\textbf{Question.} For p-GaSb at 150 K with non-polar phonon scattering, is Wiley's two-band formula enough? The heavy-hole band is warped. What would a better treatment cost?

\textbf{Answer.} Model: parabolic $J=3/2$ bands, scalar non-polar coupling. With $s=\hat k_x^2\hat k_y^2+\hat k_y^2\hat k_z^2+\hat k_z^2\hat k_x^2\in[0,1/3]$,
\begin{equation}
E_{h,l}=\frac{\hbar^2k^2a_{h,l}}{2m_0},\quad a_{h,l}=\gamma_1\mp2\sqrt{\gamma_2^2+Bs},\quad B=3(\gamma_3^2-\gamma_2^2).
\end{equation}
The doublet projectors are $P=(1\pm\hat d\cdot\Gamma)/2$, with five anticommuting matrices $\Gamma$ and a unit vector $\hat d$, even in $\hat k$, of $E_g+T_{2g}$ symmetry. Averaging over initial and summing over final Kramers states gives $G=\tfrac12\mathrm{Tr}PP'=(1\pm\hat d\cdot\hat d')/2$, upper sign intraband. Spherical bands have $\hat d\cdot\hat d'=P_2(\cos\theta)$:
\begin{equation}
G_{hh}=G_{ll}=\tfrac14(1+3\cos^2\theta),\qquad G_{hl}=\tfrac34\sin^2\theta .
\end{equation}

\textbf{Exact solution.} $G$ is even in $\hat k'$, so in-scattering vanishes. The final density of states is cubic-invariant, so $\hat d'$ averages out and $G\to1/2$ even with warping. Both bands share $1/\tau\propto D/2$, $D=\sum_{h,l}\langle a^{-3/2}\rangle$ (sphere average). From $v^2\propto k^2(a^2+|\nabla_\Omega a|^2/4)$, partial integration and $\nabla_\Omega^2s=4-20s$,
\begin{equation}
\mu=2\mu_0(m_0)\frac{C}{D^2},\qquad C=\sum_{h,l}\big\langle a^{-1/2}+2B(5s-1)\Phi(a)\big\rangle,
\end{equation}
\begin{equation}
\Phi=\frac{2}{3\gamma_1a^{3/2}}+\frac{2}{\gamma_1^2a^{1/2}}+\gamma_1^{-5/2}\ln\left|\frac{\sqrt a-\sqrt{\gamma_1}}{\sqrt a+\sqrt{\gamma_1}}\right| ,
\end{equation}
where $\mu_0(m)\propto m^{-5/2}$ is the single-band ($G=1$) mobility, which carries all temperature dependence. Compiled $\gamma_{1,2,3}=13.4,\,4.7,\,6$ (0 K, Vurgaftman 2001) give $B=41.73$ and converged averages $C=1.1214$, $D=0.31949$, $C/D^2=10.986$.

\textbf{Wiley.} Setting $s=\langle s\rangle=1/5$ removes $\Phi$. With $r=m_h/m_l$, $\mu_l/\mu_h=r$ and
\begin{equation}
\mu=2\mu_0(m_h)\frac{r^{5/2}(1+r^{1/2})}{(1+r^{3/2})^2}.
\end{equation}
Here $\bar\gamma=[(2\gamma_2^2+3\gamma_3^2)/5]^{1/2}=5.517$, $m_h=0.423\,m_0$, $m_l=0.0409\,m_0$, $r=10.3$, $\mu=2.47\mu_0(m_h)$. Since $\langle s-1/5\rangle=0$, the deviation is $O(B^2)$ and fixed.

\textbf{Gauss rule in $s$.} Wiley is its one-node member. The moments $\langle s^k\rangle=\frac15,\frac1{21},\frac{61}{5005},\frac{277}{85085},\frac{79}{88179}$ fix $n\le3$ nodes; moment $k$ has $O(k^2)$ terms, so setup is $O(n^3)$, once for all materials. The rule is exact to degree $2n-1$, and Chebyshev coefficients fall as $\rho^{-k}$, $\rho=z+\sqrt{z^2-1}$, $z=6s^*-1$, where $a_h(s^*)=0$, $s^*=0.546$. Each added node asymptotically gains $\rho^2=18.7$.

\textbf{Monte Carlo.} $N$ random directions need only running sums. With $c,d$ the integrands of $C,D$, the rms deviation of $\mu$ is $\sigma/\sqrt N$, $\sigma^2=\mathrm{Var}(c/C-2d/D)$, $\sigma=0.0215$, plus a bias $-0.13/N$; for $D$, $\sigma=0.38$.

Work counts evaluations of $(c,d)$; deviations are relative.

\begin{tabular}{lcccc}
method & work & memory & $\delta D$ & $\delta\mu$\\\hline
Wiley, $\bar\gamma=(2\gamma_2+3\gamma_3)/5=5.48$ & 1 & $O(1)$ & $-1.5\times10^{-1}$ & $+4.7\times10^{-2}$\\
Wiley, rms $\bar\gamma$ & 1 & $O(1)$ & $-1.1\times10^{-1}$ & $-3.1\times10^{-2}$\\
Gauss $n=2$ & 2 & $2n$ & $-8.5\times10^{-3}$ & $-2.5\times10^{-4}$\\
Gauss $n=3$ & 3 & $2n$ & $-6\times10^{-4}$ & $-1\times10^{-5}$\\
Monte Carlo & $10^4$ & $O(1)$ & $\pm3.8\times10^{-3}$ & $\pm2\times10^{-4}$\\
Monte Carlo & $10^6$ & $O(1)$ & $\pm3.8\times10^{-4}$ & $\pm2\times10^{-5}$
\end{tabular}

The small $\delta\mu=\delta C-2\delta D$ is a cancellation special to these parameters: near $s^*$, $c\approx7.19\,d$, while $2C/D=7.02$.

\textbf{Choice.} Cheapest for 5\% in $\mu$: Wiley. For $10^{-3}$: $n=2$. For $10^{-4}$: $n=3$, against $4.6\times10^4$ samples. Best with one evaluation: rms Wiley; with two or three: Gauss at that $n$. A budget of $10^4$ spent on sampling merely matches $n=2$.

\textbf{What the model omits.} For acoustic scattering $\mu_0(m)=2\sqrt{2\pi}e\hbar^4c_l/[3\Xi^2m^{5/2}(k_BT)^{3/2}]$. With $c_l=C_{11}=88.3$ GPa (300 K, Ioffe compilation) and an assumed $\Xi=4$ eV, $\mu_0(m_0)=954$ cm$^2$/Vs, the model's mobility is $2.1\times10^4$ cm$^2$/Vs, and $1/\tau(k_BT)=2.2\times10^{11}$ s$^{-1}$. Light-hole nonparabolicity enters at order $k_BT/E_g=0.016$ ($E_g=0.812$ eV, Vurgaftman 2001). Polar absorption is larger than the acoustic rate: compiled $\varepsilon_s=15.7$, $\varepsilon_\infty=14.4$ (Rakita 2019) and $\omega_{LO}=233$ cm$^{-1}$ (Giannozzi 1991) give Fr\"ohlich $\alpha(m_h)=0.081$, occupation $N_{LO}=0.12$, and for a slow hole $\alpha\omega_{LO}N_{LO}(1+r^{-1/2})=5.6\times10^{11}$ s$^{-1}$. Typical p-GaSb mobilities near 150 K are of order $2\times10^3$ cm$^2$/Vs, so this acoustic-only model lies about ten times high, lacking optical and impurity scattering. Against that, Wiley's 3\% suffices for the material; extra nodes serve to benchmark code.